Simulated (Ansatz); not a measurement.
LaAs: the change of pressure and energy less free atoms with volume scale

Periodic Kohn-Sham DFT of a crystal at fixed atoms, scaled to volume_scale times the given cell; pressure positive in compression, energy less spherical unpolarised free atoms, largest_vzz the field gradient of largest size among the nuclei. The results are calculated, by Ansatz 0.2.0.

The cell before it is scaled or strained (space group Fm-3m, No. 225):
```
cell vectors (Å)
   0.0000     3.0625     3.0625
   3.0625     0.0000     3.0625
   3.0625     3.0625     0.0000
atoms (fractions of the cell vectors)
La  0.00000  0.00000  0.00000
As  0.50000  0.50000  0.50000
```

Settings of every row: method all-electron LAPW; functional PBEsol; relativity scalar; k mesh 12x12x12; filling fermi-dirac; smearing width 0.05 eV; basis error target 1 meV/atom; nucleus gaussian.

Atom start moment: 0 on all atoms.

Limits: no spin-orbit coupling on heavy atoms.

| row | volume scale | V (Å³/atom) | pressure (GPa) | energy less free atoms (eV/atom) |
| --- | --- | --- | --- | --- |
| 1 | 0.94 | 27 | 4.359 | -6.7279 |
| 2 | 0.96 | 27.574 | 2.578 | -6.7403 |
| 3 | 0.98 | 28.148 | 0.969 | -6.7466 |
| 4 | 0.99 | 28.436 | ? | ? |
| 5 | 1 | 28.723 | -0.485 | -6.7474 |
| 6 | 1.01 | 29.01 | -1.159 | -6.7459 |
| 7 | 1.02 | 29.297 | -1.798 | -6.7433 |
| 8 | 1.04 | 29.872 | -2.983 | -6.7347 |
| 9 | 1.06 | 30.446 | -4.05 | -6.722 |

Question: what pressure and energy less free atoms should row 4 give?

Worked fit of pressure. Take u = (V_r/V)^(2/3) − 1 with V_r = 28.867 Å³ an atom, which is twice the finite (Eulerian) strain; such expansions in the strain, on which the Birch-Murnaghan equation of state is built, carry the rest volume and the bulk modulus. The shown rows have u = 0.04558, 0.03102, 0.01696, 0.00334, -0.00329, -0.00981, -0.02256, -0.03488. Least squares give pressure = −0.8278 + 101.444 × u + 264.68 × u² + 138 × u³ GPa; a parabola predicts inner rows, each left out in turn, worse (root mean square 0.0023 against 0.00076 GPa). The rows lie off it by 0.000, 0.000, 0.000, 0.001, 0.000, 0.000, 0.000, 0.000. The pressure vanishes at u = 0.0080, or V = 28.52 Å³ an atom, and there the bulk modulus at fixed shape and fractions is B = −V dP/dV = (2/3)(1 + u) dP/du = 71 GPa. The withheld row has u = 0.01008, so the fit gives −0.8278 + 101.444 × (0.01008) + 264.68 × (0.01008)² + 138 × (0.01008)³ = 0.222 GPa.

The calculation gave 0.223 GPa. The fit lies 0.001 GPa (0.012 % of the column's range) below it, one unit of the last digit.

Worked fit of energy less free atoms. Take u = (V_r/V)^(2/3) − 1 with V_r = 28.867 Å³ an atom, which is twice the finite (Eulerian) strain; such expansions in the strain, on which the Birch-Murnaghan equation of state is built, carry the rest volume and the bulk modulus. The shown rows have u = 0.04558, 0.03102, 0.01696, 0.00334, -0.00329, -0.00981, -0.02256, -0.03488. Least squares give energy less free atoms = −6.74683 − 0.2231 × u + 13.999 × u² eV/atom; a straight line predicts inner rows, each left out in turn, worse (root mean square 0.0072 against 3.4e-05 eV/atom). All shown rows lie on it to the printed digit. Its lowest point lies at u = 0.0080, or V = 28.53 Å³ an atom, and the curvature there gives the bulk modulus at fixed shape and fractions, B = (4/9)(1 + u)² E″(u)/V = 71 GPa. The withheld row has u = 0.01008, so the fit gives −6.74683 − 0.2231 × (0.01008) + 13.999 × (0.01008)² = -6.7477 eV/atom.

The calculation gave -6.7476 eV/atom. The fit lies 0.0001 eV/atom (0.39 % of the column's range) below it, one unit of the last digit.
